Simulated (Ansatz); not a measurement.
## C: pressure and energy change per atom as volume scale varies

Results calculated with Ansatz 0.2.0, not measured. Plane-wave DFT, scalar-relativistic PAW made under PBE with cores redone for the functional, no dispersion; the given relaxed cell is scaled uniformly, energy at zero smearing counts from the unscaled cell, pressure at the given Fermi-Dirac smearing is positive in compression.

The cell before it is scaled or strained (space group Fm-3m, No. 225):
```
C
1.0
      0.0000     1.5481     1.5481
      1.5481     0.0000     1.5481
      1.5481     1.5481     0.0000
C
1
Direct
  0.00000 0.00000 0.00000
```

Settings of every row: spin polarised no; functional r2SCAN; wave cutoff 500 eV; smearing width 0.1 eV; k mesh 20x20x20.

Atom starting moment: 0 on all atoms.

Limits: the cell comes from a prototype or a list of computed structures and needn't be the stable phase.

| row | volume scale | V (Å³/atom) | pressure (GPa) | energy change per atom (meV) |
| --- | --- | --- | --- | --- |
| 1 | 0.88 | 6.53 | 25.01 | 62.95 |
| 2 | 0.92 | 6.827 | 15.12 | 25.91 |
| 3 | 0.96 | 7.124 | 6.79 | 5.8 |
| 4 | 1.04 | 7.717 | ? | ? |
| 5 | 1.08 | 8.014 | -10.44 | 21.57 |
| 6 | 1.12 | 8.311 | -14.2 | 44.71 |

Question: what pressure and energy change per atom should row 4 give?

Worked fit of pressure. Take u = (V_r/V)^(2/3) − 1 with V_r = 7.124 Å³ an atom, which is twice the finite (Eulerian) strain; such expansions in the strain, on which the Birch-Murnaghan equation of state is built, carry the rest volume and the bulk modulus. The shown rows have u = 0.05976, 0.0288, 0, -0.07548, -0.09764. Least squares give pressure = 6.801 + 271 × u + 570.2 × u² GPa; a straight line predicts inner rows, each left out in turn, worse (root mean square 1.5 against 0.053 GPa). The rows lie off it by -0.02, 0.04, -0.01, -0.03, 0.02. The pressure vanishes at u = -0.0266, or V = 7.418 Å³ an atom, and there the bulk modulus at fixed shape and fractions is B = −V dP/dV = (2/3)(1 + u) dP/du = 156 GPa. The withheld row has u = -0.05191, so the fit gives 6.801 + 271 × (-0.05191) + 570.2 × (-0.05191)² = -5.73 GPa.

The calculation gave -5.85 GPa. The fit lies 0.12 GPa (2.1 % of the value, 0.31 % of the column's range) above it; its largest miss of a shown row is 0.04 GPa.

Worked fit of energy change per atom. Take u = (V_r/V)^(2/3) − 1 with V_r = 7.124 Å³ an atom, which is twice the finite (Eulerian) strain; such expansions in the strain, on which the Birch-Murnaghan equation of state is built, carry the rest volume and the bulk modulus. The shown rows have u = 0.05976, 0.0288, 0, -0.07548, -0.09764. Least squares give energy change per atom = 5.914 + 441.68 × u + 8594.2 × u² meV; a straight line predicts inner rows, each left out in turn, worse (root mean square 23 against 0.22 meV). The rows lie off it by -0.05, 0.15, -0.11, 0.03, -0.01 (root mean square 0.087 meV). Its lowest point lies at u = -0.0257, or V = 7.408 Å³ an atom, and the curvature there gives the bulk modulus at fixed shape and fractions, B = (4/9)(1 + u)² E″(u)/V = 157 GPa. The withheld row has u = -0.05191, so the fit gives 5.914 + 441.68 × (-0.05191) + 8594.2 × (-0.05191)² = 6.14 meV.

The calculation gave 6.04 meV. The fit lies 0.10 meV (1.7 % of the value, 0.17 % of the column's range) above it; its largest miss of a shown row is 0.15 meV.
